Indium and gallium trade places on the cation sublattice of wurtzite InₓGa₁₋ₓN, while the sites stay. This is the network constraint of Larché and Cahn (1973). Here is today's problem.

Problem. A 3 nm film, x = 0.10, is coherent on thick c-plane GaN at T = 1000 K and exchanges cations with an ideal vapour containing monatomic In and Ga at negligible pressure. Typical room-temperature inputs, assumed valid at T: GaN a = 3.189 Å, c₀ = 5.185 Å, C11, C12, C13, C33 = 390, 145, 106, 398 GPa; InN a = 3.545 Å, 223, 115, 92, 224 GPa. Assume small strain referred to stress-free GaN, tension positive, lattice parameters and compliances linear in x, no vacancies and a screened field. Find the stress shift of the diffusion potential M, and the factor by which p_In/p_Ga exceeds its value over an unstressed homogeneous crystal of equal x.

Why the formula holds. Let f(ε,x) be the Helmholtz energy per cation site and V0 the reference volume per site. Each In entering expels one Ga, so stationarity at fixed strain reads ∫[(∂f/∂x)_ε − (μ_In − μ_Ga)] δx dV/V0 = 0 for every δx(r). Hence M ≡ (∂f/∂x)_ε is uniform and equals μ_In − μ_Ga of the vapour. With g = f − V0 σ_ij ε_ij, dg = −V0 ε_ij dσ_ij + M dx, so ∂M/∂σ_ij = −V0 (∂ε_ij/∂x)_σ. Insert ε_ij = ε⁰_ij(x) + S_ijkl(x) σ_kl, with η_ij = dε⁰_ij/dx, and integrate from zero stress:

M(σ,x) = M(0,x) − V0 η_ij σ_ij − (V0/2)(dS_ijkl/dx) σ_ij σ_kl.

Question: Why not μ_In alone?

Adding In alone needs a new site, which is an interface event with its own condition. Inside the crystal only the difference is defined.

Numbers. Two cation sites per cell give V0 = (√3/4)a²c₀ = 22.83 Å³, and η = (3.545 − 3.189)/3.189 = 0.1116 in plane. The stress is σ_xx = σ_yy = σ, σ_zz = 0, and the relevant compliance is s = S11 + S12 = 1/Y, with Y = C11 + C12 − 2C13²/C33. Y is 478.5 GPa for GaN and 262.4 GPa for InN. With 1 eV/Å³ = 160.2 GPa, s = 0.3348 and 0.6105 Å³/eV, so ds/dx = 0.2757 Å³/eV and s(0.10) = 0.3624 Å³/eV. Coherency makes the total in-plane strain zero, so the elastic strain is −xη = −0.01116 and σ = −0.01116/(0.3624 Å³/eV) = −0.0308 eV/Å³, or −4.9 GPa.

Linear term: −2V0ησ = 2(22.83 Å³)(0.1116)(0.0308 eV/Å³) = +0.157 eV.
Since S_ijkl σ_ij σ_kl = 2sσ², the compliance term is −V0(ds/dx)σ² = −(22.83 Å³)(0.2757 Å³/eV)(0.0308 eV/Å³)² = −0.006 eV.
Sum: ΔM = 0.151 eV. Differentiating the film's elastic energy per site, V0(xη)²/s(x), gives the same 0.151 eV.

Question: Indium also lengthens the c axis. Where is that?

In η_zz σ_zz, which vanishes under a free surface.

Question: Do you trust the 0.006 eV?

Its sign, given these inputs: the softer In-rich alloy stores less energy at fixed strain. But neglected terms rival it. If compression stiffens the stress by a factor 1 + κxη, with an assumed κ = 5, the linear term gains 0.009 eV. An unscreened polarization mismatch P₁x stores V0(P₁x)²/(2ε_rε₀) per site; typical P₁ = 0.9 e/nm² and ε_r = 10 give a derivative V0P₁²x/(ε_rε₀) = 0.003 eV. So quote ΔM ≈ 0.15 eV.

For the vapour, μ_In − μ_Ga = const + k_BT ln(p_In/p_Ga), with k_BT = 0.0862 eV. M(0,x) cancels, and the factor is exp(0.15 eV/0.0862 eV) ≈ 6.

Question: Is that what a grower must supply?

Not directly. Growth creates sites and need not reach exchange equilibrium. The 0.15 eV and the factor of about 6 are the model's numbers: compression opposes the larger cation, and holding x = 0.10 in exchange equilibrium takes a vapour richer in indium.